**Notes: coverage dependence of H diffusion on Ru(0001)**

The first attempt below is wrong. I keep it because the slip is easy to repeat.

**Model and inputs.** On the clean, step-free, CO-free surface I put H on the fcc hollows, a triangular lattice with $z=6$ neighbours and spacing $a$. Occupations are $n_i\in\{0,1\}$ and the coverage is $\theta=\langle n_i\rangle$, with $\theta=1$ at 1 ML. An atom hops to each empty neighbour at rate $w=\nu e^{-E/k_BT}$. Double occupancy is forbidden, and there is no other interaction. $D_\text{coll}$ is defined by Fick's law for the coverage, $\partial_t\theta=\nabla\cdot(D_\text{coll}\nabla\theta)$.

Inputs: $a=2.71$ Å (typical), and assumed $E=0.16$ eV, $\nu=6\times10^{11}$ s$^{-1}$, $T=250$ K. I chose $E$ and $\nu$ to reproduce the typical behaviour of this adlayer, a few $10^{-7}$ cm²/s near 250 K, so the absolute numbers are the model's and test nothing. Then $k_BT=21.5$ meV and $w=3.6\times10^{8}$ s$^{-1}$. A lone atom has
$$D_0=\frac{z w a^2}{4}=\tfrac32 wa^2=3.9\times10^{-7}\ \text{cm}^2/\text{s}.$$
My observable is a weak sinusoidal coverage grating of period $\Lambda=10$ µm, which decays with $\tau=\Lambda^2/(4\pi^2D_\text{coll})$.

**Attempt (wrong).**

1. An atom at $i$ tries to reach neighbour $j$ at rate $w$.
2. The target is empty with probability $1-\theta$, so the successful rate is $w(1-\theta)$.
3. Net flux across the bond: $J_{ij}=w(1-\theta)\,(\theta_i-\theta_j)$.
4. Hence $D_\text{coll}=D_0(1-\theta)$, which is the wrong answer.

| $\theta$ (ML) | wrong $D$ ($10^{-7}$ cm²/s) | wrong $\tau$ (s) |
|---|---|---|
| 0.1 | 3.5 | 0.072 |
| 0.5 | 2.0 | 0.13 |
| 0.8 | 0.79 | 0.32 |

**Symptom.** A hop swaps the contents of two neighbouring sites at rate $w$. A vacancy next to an atom therefore moves at the same rate $w$, and the map $n_i\to1-n_i$ leaves the dynamics unchanged. A grating in $\theta$ is also a grating in $1-\theta$, so $D_\text{coll}(\theta)=D_\text{coll}(1-\theta)$ must hold. My formula gives $3.1\times10^{-7}$ cm²/s at 0.2 ML and $0.79\times10^{-7}$ cm²/s at 0.8 ML, a factor of 4 apart. The limit $\theta\to1$ is worse. The formula freezes the grating, while the few vacancies are independent walkers with coefficient $D_0$ and smooth it out at the full rate.

**Faulty line.** Line 3. It uses one vacancy probability for both directions, but the forward hop needs $j$ empty and the backward hop needs $i$ empty. Put $\theta_{i}=\theta+\delta/2$, $\theta_j=\theta-\delta/2$ and factorise the averages for the moment:
$$\theta_i(1-\theta_j)-\theta_j(1-\theta_i)=(1-\theta)\,\delta+\theta\,\delta=\delta .$$
The first piece comes from the gradient of atoms and is all that line 3 kept. The second comes from the gradient of vacancies, is of the same order in $\delta$, and I dropped it.

**Mended calculation.** No factorisation is needed. For any configuration the net rate of transfer from $i$ to $j$ is
$$w\,[\,n_i(1-n_j)-n_j(1-n_i)\,]=w\,(n_i-n_j),$$
because $n_in_j$ enters twice with opposite signs and equal rates. Averaging over any distribution, however correlated, gives exactly
$$\frac{d\langle n_i\rangle}{dt}=w\sum_{j\,\text{nn}\,i}\left(\langle n_j\rangle-\langle n_i\rangle\right).$$
This is the master equation of a single walker. It is linear, so a mode $e^{i\mathbf k\cdot\mathbf r}$ of any amplitude decays at
$$\lambda(\mathbf k)=w\sum_{\boldsymbol\delta}(1-\cos\mathbf k\cdot\boldsymbol\delta)\;\to\;\tfrac32wa^2k^2\qquad(ka\ll1),$$
where $\boldsymbol\delta$ runs over the six neighbour vectors and $\sum\delta_\alpha\delta_\beta=3a^2\delta_{\alpha\beta}$. Therefore
$$D_\text{coll}=D_0\quad\text{at every }\theta,$$
and the model's grating decays with $\tau=0.064$ s at all coverages.

**Where $1-\theta$ belongs.** Write $D_\text{coll}=\Gamma D_J$. Here $D_J=\lim_{t\to\infty}\langle|\sum_p\Delta\mathbf r_p|^2\rangle/(4Nt)$ is the centre-of-mass coefficient of the $N$ atoms in equilibrium and $\Gamma=\partial(\mu/k_BT)/\partial\ln\theta$. By the bond identity above, the drift of the summed displacement telescopes to zero in every configuration of a periodic lattice. Its successive steps are then uncorrelated, they occur at rate $Nzw(1-\theta)$, and $D_J=D_0(1-\theta)$. The configurational entropy gives $\mu=\mu_0+k_BT\ln[\theta/(1-\theta)]$, so $\Gamma=1/(1-\theta)$ and the product is $D_0$. My wrong answer was $D_J$.

It was not the tracer coefficient either. A tagged atom tends to jump back into the vacancy it has just left, so $D^*=D_0(1-\theta)f(\theta)$ with $f(0)=1$. For $\theta\to1$, $f=(1+t)/(1-t)$, where $t$ is the mean cosine between successive jumps of the tagged atom. The lattice Green function of the vacancy walk on the triangular lattice gives $t=\sqrt3/\pi-5/6=-0.282$ and $f(1)=0.56$. Using $\Gamma D^*$ for $D_\text{coll}$ would give $D_0f$, a second way to miss $D_0$.

**Size of the error.** The relative error in $D_\text{coll}$ is $-\theta$: too low by 10, 50 and 80 % at 0.1, 0.5 and 0.8 ML. At 0.8 ML the wrong $\tau$ is 5 times too long. Fitting a decay that obeys the model with the wrong formula would inflate $D_0$ by that factor, the same as lowering the barrier by $k_BT\ln5=35$ meV at fixed $\nu$.

**What the model leaves out.** Two neglected effects rival the slip. First, H atoms repel each other. With an assumed nearest-neighbour $\varepsilon=10$ meV, mean field adds $z\varepsilon\theta$ to $\mu$. Keeping $D_J$ unchanged,
$$D_\text{coll}/D_0\approx1+z\varepsilon\,\theta(1-\theta)/k_BT,$$
and the added term is 0.70 at 0.5 ML and 0.45 at 0.8 ML, opposite in sign to the slip. This rough estimate ignores any shift of the barrier. Second, the fcc-to-fcc hop passes through an hcp hollow that touches a third fcc site $k$. If an atom at $k$ blocked the passage completely, the bond flux would be $w(1-n_k)(n_i-n_j)$, and mean field would give $D_0(1-\theta)$. That factor would come from a three-site interaction in a different model. Blocking of the target site alone cannot produce it, so any coverage dependence of $D_\text{coll}$ signals physics beyond exclusion.